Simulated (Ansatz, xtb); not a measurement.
Two isomers of C4H7F3NSi+

Structure X is `C=[N+](C)/C=C/[Si](F)(F)F`, a singlet and structure Y is `CC#[N+]CC[Si](F)(F)F`, a singlet. Both are isolated ions in the gas phase, relaxed with r2SCAN-D4/def2-SVP, each in the lowest conformer that the search found.

X (Å):

```xyz
16

C    -2.3785    0.8693    0.8325
C    -0.3150    2.0892    1.0771
C    -0.5770    0.1908   -0.5308
C     0.6863    0.2865   -0.9705
F     2.4921   -1.7516   -1.7255
F     0.0328   -1.8408   -2.6213
F     1.7225   -0.0811   -3.5736
N    -1.1488    1.0361    0.4716
Si    1.2749   -0.8949   -2.2835
H    -2.8123    1.5174    1.5989
H    -2.9733    0.0779    0.3647
H    -0.9078    2.6352    1.8184
H     0.5529    1.6204    1.5605
H     0.0216    2.7736    0.2865
H    -1.2835   -0.5549   -0.9107
H     1.3729    1.0426   -0.5730
```

Y (Å):

```xyz
16

C    -2.4661   -0.2299   -1.1375
C    -1.0825   -0.5255   -1.3621
C     1.4516   -0.9927   -1.5150
C     1.9446   -1.3216   -0.0999
F     1.9940    1.3942    0.6704
F    -0.1039    0.0268    1.2716
F     2.1061   -0.3872    2.6047
N     0.0374   -0.7526   -1.5229
Si    1.5073   -0.0416    1.1757
H    -2.5831    0.0431   -0.0746
H    -2.7754    0.6151   -1.7740
H    -3.0828   -1.1139   -1.3669
H     1.9206   -0.0784   -1.9165
H     1.6429   -1.8109   -2.2278
H     3.0430   -1.4147   -0.1536
H     1.5694   -2.3090    0.2189
```

Problem. Estimate which is lower in electronic energy at CCSD(T)/def2-SVP + ΔMP2/def2-TZVPP, and by roughly how much.

Solution. The CCSD(T)/def2-SVP + ΔMP2/def2-TZVPP calculation puts structure Y lower, by 0.445 eV.

How the difference moves with the method:

```tsv
level	geometry	E(Y) − E(X) (eV)	departure from the last row (eV)	job, with rough time for the two
GFN2-xTB	GFN2-xTB	−0.600	−0.155	optimisation, 0.32 s
HF/STO-3G	GFN2-xTB	−0.619	−0.174	single point, 0.56 s
r2SCAN-D4/def2-SVP//GFN2-xTB	GFN2-xTB	−0.557	−0.112	single point, 5.1 s
r2SCAN-D4/def2-SVP	r2SCAN-D4/def2-SVP	−0.582	−0.137	optimisation, 64 s
HF/def2-SVP	r2SCAN-D4/def2-SVP	−0.588	−0.144	part of the CCSD(T) run
MP2/def2-SVP	r2SCAN-D4/def2-SVP	−0.739	−0.294	part of the CCSD(T) run
CCSD(T)/def2-SVP	r2SCAN-D4/def2-SVP	−0.522	−0.077	single point
CCSD(T)/def2-SVP + ΔMP2/def2-TZVPP	r2SCAN-D4/def2-SVP	−0.445		single point, 3.6 min
```

As drawn, Y has 2 C–C, 1 C≡N in place of 1 C=N, 1 C–N, 1 C=C.

None of the levels shown reverses the order. The largest departure from CCSD(T)/def2-SVP + ΔMP2/def2-TZVPP is that of MP2/def2-SVP, 0.294 eV. The last row adds to CCSD(T) the change of the MP2 difference between the two basis sets, here +0.077 eV.

With thermal terms from frequencies at re-optimised GFN2-xTB minima (ideal gas, soft modes damped towards free rotors, one conformer each, 298.15 K, 1 atm): the zero-point term adds −0.040 eV; ΔH is −0.467 and ΔG −0.507 eV.

The correlated steps freeze 13 core orbitals. Programs: Ansatz 0.2.0, xtb 6.7.1; the last row on 4 threads of Arm Neoverse V1 on a shared host.

The nitrilium ion Y lies below the N-vinyl iminium ion X by 0.445 eV, and the preference is already present at Hartree–Fock level, so it does not depend on electron correlation. Y concentrates its unsaturation in a strong C≡N bond, whereas X divides it between C=N and C=C. Conjugation between those two π bonds offers X only modest compensation, because the iminium nitrogen has no free lone pair to donate. Substitution probably reinforces the order: the electrophilic carbon of Y carries an electron-releasing methyl group, while that of X is an unsubstituted CH2 terminus. In Y the chain is also folded, bringing one fluorine towards the positive C≡N unit, which suggests some electrostatic stabilisation. The thermal terms favour Y further, and the entropic part is consistent with its flexible saturated chain and nearly free methyl rotation. This thermodynamic preference does not imply easy conversion of X into Y, which would require hydrogen migration and rearrangement of the carbon–nitrogen skeleton.
